**Estimating electric dipole lines of Se⁴⁺ by hand**

### The naive guess

A line in which a 4d electron drops to 4p looks like one physical event, so the naive guess gives all such lines about the same strength. The CI+MBPT results below say otherwise. Among the listed lines of the single multiplet 4s4d ³D → 4s4p ³P the reduced element runs from 1.217 to 2.904 a.u. and the rate changes fourfold.

Electric dipole lines of Se⁴⁺, two electrons outside a closed [Ar] 3d¹⁰ core, computed with B-spline many-body code 1 by CI+MBPT in the frozen-core Dirac-Hartree-Fock potential, with screened core-valence correlation, Breit and QED. Elements are in length form, with core polarisation from static RPA except in the column without it.

```csv
upper,lower,reduced element (a.u.),without core polarisation (a.u.),wavelength (nm),rate (s⁻¹),weighted oscillator strength
4s4p 1P1,4s2 1S0,2.029,2.167,75.98,6340000000,1.646
4p2 3P1,4s4p 3P0,1.221,1.308,80.50,1930000000,0.5622
4s4d 3D1,4s4p 3P0,1.398,1.465,59.66,6220000000,0.9951
4p2 3P0,4s4p 3P1,1.212,1.300,83.10,5190000000,0.5373
4p2 3P1,4s4p 3P1,1.053,1.128,81.55,1380000000,0.4131
4s4d 3D1,4s4p 3P1,1.217,1.274,60.23,4570000000,0.7463
4s4d 3D2,4s4p 3P1,2.102,2.202,60.15,8230000000,2.232
4s5s 3S1,4s4p 3P1,0.8285,0.8092,50.96,3500000000,0.4092
4p2 3P1,4s4p 3P2,1.350,1.448,84.01,2080000000,0.6592
4p2 3P2,4s4p 3P2,2.100,2.250,80.95,3370000000,1.654
4s4d 3D2,4s4p 3P2,1.233,1.291,61.49,2650000000,0.7514
4s4d 3D3,4s4p 3P2,2.904,3.040,61.36,10560000000,4.174
4s5s 3S1,4s4p 3P2,1.112,1.089,51.91,5970000000,0.7236
4s4d 1D2,4s4p 1P1,3.333,3.503,67.53,14620000000,4.997
4s5s 1S0,4s4p 1P1,0.8959,0.8850,61.38,7030000000,0.3972
4p4d 3D1,4p2 3P0,2.014,2.112,61.45,11810000000,2.006
4p4d 1D2,4p2 1D2,2.163,2.285,66.62,6410000000,2.133
4p4d 3P2,4p2 3P1,2.313,2.424,62.34,8950000000,2.608
4p4d 3P0,4p2 3P1,1.040,1.090,61.19,9560000000,0.5366
4p4d 3P1,4p2 3P1,1.598,1.676,61.06,7580000000,1.271
4p4d 3D3,4p2 3P2,3.145,3.295,62.73,11600000000,4.790
4p4d 3D2,4p2 3P2,2.180,2.285,62.66,7830000000,2.304
4s4f 3F2,4s4d 3D1,3.217,3.319,86.91,6390000000,3.618
4s4f 3F3,4s4d 3D2,4.087,4.222,86.68,7430000000,5.854
4s4f 3F4,4s4d 3D3,5.122,5.306,86.13,9240000000,9.252
```

The reduced element D is the reduced matrix element of the dipole operator between the upper and lower level, in units of e·a₀, and S = D² is the line strength. The next column is the same element with the core forbidden to respond to the light. The rate A refers to that one line, and the weighted oscillator strength is gf.

### The picture

The light field pushes one electron and leaves its spin and its partner alone. The size of the push is a length, the radial integral R of r between the two orbitals. If both orbitals have their outer lobe in the same region, as neighbours in the series 4s, 4p, 4d, 4f roughly do, R is nearly as large as the orbitals. How this strength is shared among the lines is geometry, fixed by the coupling of the angular momenta.

The sharing obeys a sum rule: each upper level of a multiplet receives strength in proportion to 2J + 1, so all decay at about the same total rate and only divide it differently. The numbers show this. The ³D₃ level puts 10.56 × 10⁹ s⁻¹ into one line, while ³D₂ splits 8.23 + 2.65 = 10.88 in the same unit over two.

### The rule

1. Write S = F·R². In LS coupling F = (2J+1)(2J′+1){L J S; J′ L′ 1}² × (2L+1)(2L′+1){l L l₀; L′ l′ 1}² × l_max, where l and l′ belong to the jumping electron, l_max is the larger of them, l₀ belongs to the spectator, and S in the 6j symbol is the spin. F is doubled when one side has two equivalent electrons. With an s spectator the multiplet total, before any doubling, is simply (2S+1)·l_max.
2. Give each orbital an effective quantum number ν = z√(Ry/E), with E its binding energy, Ry ≈ 1.1 × 10⁵ cm⁻¹ and z = 5 the charge that the outer electron leaves behind. The Coulomb radius is ⟨r⟩ = [3ν² − l(l+1)]/2z bohr.
3. Take R = c√(⟨r⟩ₐ⟨r⟩_b). For exact radii the Cauchy–Schwarz inequality makes the root an upper bound.
4. With λ in nm and g = 2J + 1 of the upper level, A = 2.026 × 10¹⁵ S/(gλ³) s⁻¹ and gf = 30.38 S/λ. The calculation itself uses these relations, so they test nothing, and the wavelength is an input.

The constant c = 0.91 was fitted to twelve triplet lines within n = 4, those between 4snl levels or from 4p² ³P₀ and ³P₁. The two 4s5s ³S₁ lines fix a second parameter, R(4p–5s) = 0.845 bohr. The output printed after this text gives every row.

### First worked row: 4s4d ³D₃ → 4s4p ³P₂

This row was part of the fit. The multiplet total is 3 × 2 = 6. The ³D₃ level owns 7 of the 15 upper states and can reach only ³P₂, so F = 6 × 7/15 = 2.8.

The ionisation energy and levels of the same calculation bind 4p by 451725 cm⁻¹ and 4d by 287309 cm⁻¹, which gives ν = 2.46 and 3.09. The radii are (3 × 2.46² − 2)/10 = 1.62 and (3 × 3.09² − 6)/10 = 2.26 bohr. Their geometric mean, from unrounded radii, is 1.917 bohr, and R = 0.91 × 1.917 = 1.744 bohr.

Then S = 2.8 × 1.744² ≈ 8.5 and D = 2.92, against 2.904 in the table. The rate is 2.026 × 10¹⁵ × 8.5/(7 × 61.36³) ≈ 1.07 × 10¹⁰ s⁻¹, 1% above the tabulated rate. This is one of the best rows and says little about the typical error.

### Second worked row: 4s4p ¹P₁ → 4s² ¹S₀

This row was outside the fit. Either 4s electron can jump, so F = 2. The radii 1.51 and 1.62 bohr, the second taken as everywhere from the centre of the triplet 4s4p ³P, give R = 0.91 × 1.566 ≈ 1.42 bohr, S = 4.06 against 2.029² = 4.12, and A = 6.25 × 10⁹ s⁻¹ against 6.34 × 10⁹.

The agreement is partly luck. The triplet 4p² lines demand a 4s–4p integral of 1.487 bohr, about 4% more than the rule supplies, and that value overshoots the resonance element by 3.6%. Two errors cancel. With the 4p radius taken from the ¹P₁ level itself, D would come out about 4% high. The weaker resonance line is what the standard admixture of 4p² ¹S₀ in the ground state would produce, which is argued here and not shown.

### What c hides

Fitted separately, R divided by the root is 0.95 for 4s–4p, 0.90 for 4p–4d and 0.87 for 4d–4f. Part of the shortfall is core polarisation, which the two columns show directly. The light induces a dipole in the closed core, whose potential cancels part of the applied one close to the core, so compact pairs lose most: 6 to 7% for 4s–4p, about 5% for 4p–4d and 3 to 3.5% for 4d–4f. Without polarisation the 4s–4p ratio is 1.018, above the supposed bound, most likely because the Coulomb formula gives too small a radius for 4s and 4p, which penetrate the core, though configuration mixing can also shift these lines. The constant c mixes overlap, polarisation and such errors and has no single meaning.

The 4p–5s integral is only 0.37 of its root. The extra node of 5s makes inner and outer parts of the integrand enter with opposite sign. The same argument would explain why polarisation raises the three 4s5s elements by 1 to 2%: it trims mainly the inner, opposing part. Step 3 should therefore be kept for jumps within one shell.

### Accuracy

Relative to the table, the fourteen fitted elements are met to 3.6% rms and 8.6% at worst, the rates to 7% and 18%, since squaring doubles a small error. Four free radial integrals halve the rms error of these elements and do not improve the groups outside the fit, which points to the make-up of the states as the cause of the large failures. All this is measured against one length-form calculation, not against experiment.

The worst fitted row is ³F₂ → ³D₁. The error drifts from +8.6% there to −0.2% at ³F₄. The wavelengths imply a 4s4f splitting of 1591 cm⁻¹, almost three times the 549 cm⁻¹ of 4s4d, although an f electron should split less than a d electron. Mixing with 4p4d is the likely cause: that configuration has a ³F term of its own, so these three fitted rows are not pure one-electron jumps. Radial integrals that depend on j should matter less, since the 4p–4d lines drift by only about 2%.

### Third row: where the rule breaks

The line 4s4d ¹D₂ → 4s4p ¹P₁ is the same jump as the first row, with F = 2, yet the rule falls 26% short in D and 45% in the rate. Radii from the singlet levels in place of the triplet ones still leave D about 18% short. The level is a pure ¹D term in the calculation, so spin–orbit coupling is not the reason. Term purity says nothing of configuration, however: 4p² also has a ¹D₂ level that decays to ¹P₁, and Coulomb repulsion mixes the two. Amplitudes then add for one level and subtract for the other, while the summed strength is kept. With the separately fitted integrals the pure strengths are 5.96 and 7.37, in sum 13.33, and the tabulated line holds 11.11. The levels point the same way: 4p² ¹D₂ lies at 212813 cm⁻¹, below ³P₁ at 213751 cm⁻¹, whereas a pure p² configuration puts ¹D above ³P, so the level has been pushed down. This is consistent with the argument without proving it. The triplet ³D has no partner in 4p², so this mixing is absent from the first row.

Spin–orbit mixing is the other failure. The 4p² ³P₂ level is only 0.797 pure, and its line to ³P₂ has 0.798 of the LS strength scaled from the other 4p² lines. Multiplying that scaled strength by the purity repairs the estimate. The two-parameter rule, 7.2% high in D, would end about 4% low, much like the other 4p² lines. The same factor helps 4p4d ³D₃ → 4p² ³P₂, which ends on this level: the rule is 13.6% high in D there and would end about 1% high. The 4p4d lines miss by 30% rms and up to 51% in D. Exchanging the labels ³P₂ and ³D₂ brings their strengths from 4.3 and 2.1 times the LS value to 0.8 and 1.3, which shows how little these labels can be trusted. The wavelengths place all the listed ³P and ³D levels of 4p4d within about 3700 cm⁻¹, less than the 5200 cm⁻¹ spread of 4s4p ³P, so spin–orbit mixing of ³P and ³D at equal J is the likely cause, also for ³P₁ → ³P₁, which is 45% low.

Before using the rule, look for other levels of the same J and parity. A close one can mix through spin–orbit coupling, and one with the same L and S can mix through Coulomb repulsion even when it lies far away, as the two ¹D₂ levels do. For a more highly charged zinc-like ion the radii shrink as ν²/z and the elements with them, while spin–orbit mixing grows and narrows the range of the LS factors; spin-changing lines, for which F = 0, lie outside it altogether. The value of c comes from this ion alone.

Numerical output:

```
A=2.0261e+15 S/(g lam^3) 1/s, gf=30.38 S/lam (nm); identity max dev A 0.19%, gf 0.09%
rounding floor: D up to 0.05%, A up to 0.36%
binding 1/cm, nu, <r> bohr: 4s 544668 2.24 1.51; 4p 451725 2.46 1.62; 4d 287309 3.09 2.26; 4f 170872 4.01 3.62; 5s 257316 3.27 3.20
sp: root 1.566, R fit 1.487, unpolarised 1.594 bohr, R/root 0.950, 1.018; core pol -6.8..-6.4%
pd: root 1.917, R fit 1.726, unpolarised 1.807 bohr, R/root 0.900, 0.943; core pol -5.3..-4.5%
df: root 2.862, R fit 2.501, unpolarised 2.585 bohr, R/root 0.874, 0.903; core pol -3.5..-3.1%
p5s: root 2.278, R fit 0.845, unpolarised 0.826 bohr, R/root 0.371, 0.363; core pol +1.2..+2.4%
c=0.910; rows (*=fitted): F, D table, D rule (a.u.), err D %, err D four-R %, err rate %
 4s4p 1P1-4s2 1S0: 2.000 2.029 2.014 -0.7 +3.6 -1
*4p2 3P1-4s4p 3P0: 0.667 1.221 1.163 -4.8 -0.6 -9
*4s4d 3D1-4s4p 3P0: 0.667 1.398 1.424 +1.8 +0.8 +4
*4p2 3P0-4s4p 3P1: 0.667 1.212 1.163 -4.0 +0.2 -8
*4p2 3P1-4s4p 3P1: 0.500 1.053 1.007 -4.4 -0.1 -8
*4s4d 3D1-4s4p 3P1: 0.500 1.217 1.233 +1.3 +0.3 +3
*4s4d 3D2-4s4p 3P1: 1.500 2.102 2.136 +1.6 +0.5 +3
*4s5s 3S1-4s4p 3P1: 1.000 0.829 0.845 +2.0 +2.0 +4
*4p2 3P1-4s4p 3P2: 0.833 1.350 1.300 -3.7 +0.5 -7
 4p2 3P2-4s4p 3P2: 2.500 2.100 2.252 +7.2 +12.0 +15
*4s4d 3D2-4s4p 3P2: 0.500 1.233 1.233 -0.0 -1.0 -0
*4s4d 3D3-4s4p 3P2: 2.800 2.904 2.918 +0.5 -0.6 +1
*4s5s 3S1-4s4p 3P2: 1.667 1.112 1.091 -1.9 -1.9 -4
 4s4d 1D2-4s4p 1P1: 2.000 3.333 2.466 -26.0 -26.8 -45
 4s5s 1S0-4s4p 1P1: 1.000 0.896 0.845 -5.7 -5.7 -11
 4p4d 3D1-4p2 3P0: 1.000 2.014 1.744 -13.4 -14.3 -25
 4p4d 1D2-4p2 1D2: 1.000 2.163 1.744 -19.4 -20.2 -35
 4p4d 3P2-4p2 3P1: 0.417 2.313 1.126 -51.3 -51.8 -76
 4p4d 3P0-4p2 3P1: 0.333 1.040 1.007 -3.2 -4.2 -6
 4p4d 3P1-4p2 3P1: 0.250 1.598 0.872 -45.4 -46.0 -70
 4p4d 3D3-4p2 3P2: 4.200 3.145 3.573 +13.6 +12.5 +29
 4p4d 3D2-4p2 3P2: 0.750 2.180 1.510 -30.7 -31.4 -52
*4s4f 3F2-4s4d 3D1: 1.800 3.217 3.493 +8.6 +4.3 +18
*4s4f 3F3-4s4d 3D2: 2.667 4.087 4.252 +4.0 -0.1 +8
*4s4f 3F4-4s4d 3D3: 3.857 5.122 5.114 -0.2 -4.1 -0
fitted n=14 rms/max %: D 3.6/8.6, D four-R 1.8/4.3, rate 7.2/17.9
4p4d n=7 rms/max %: D 30.2/51.3, D four-R 30.7/51.8, rate 48.1/76.3
other unfitted n=4 rms/max %: D 13.8/26.0, D four-R 15.0/26.8, rate 24.5/45.3
worked 4s4d 3D3: R 1.744, S 8.51 vs 8.43, A 1.067e+10 vs 1.056e+10, gf 4.214 vs 4.174
worked 4s4p 1P1: R 1.424, S 4.06 vs 4.12, A 6.247e+09 vs 6.340e+09, gf 1.622 vs 1.646
4p2 3P2: S/S(LS,four-R) 0.798, purity 0.797; err D with purity -0.1%
4p4d 3P2-4p2 3P1: S/S(LS) 4.31; relabelled 4p4d 3D2: 0.80
4p4d 3D2-4p2 3P2: S/S(LS) 2.13; relabelled 4p4d 3P2: 1.28
1D2-1P1: S 11.11, LS 5.96, ratio 1.87; LS 4p2 1D2 7.37, sum 13.33
derived 4s4f 3F4-3F2 1591 1/cm; 4s4d 3D3-3D1 549 1/cm
```
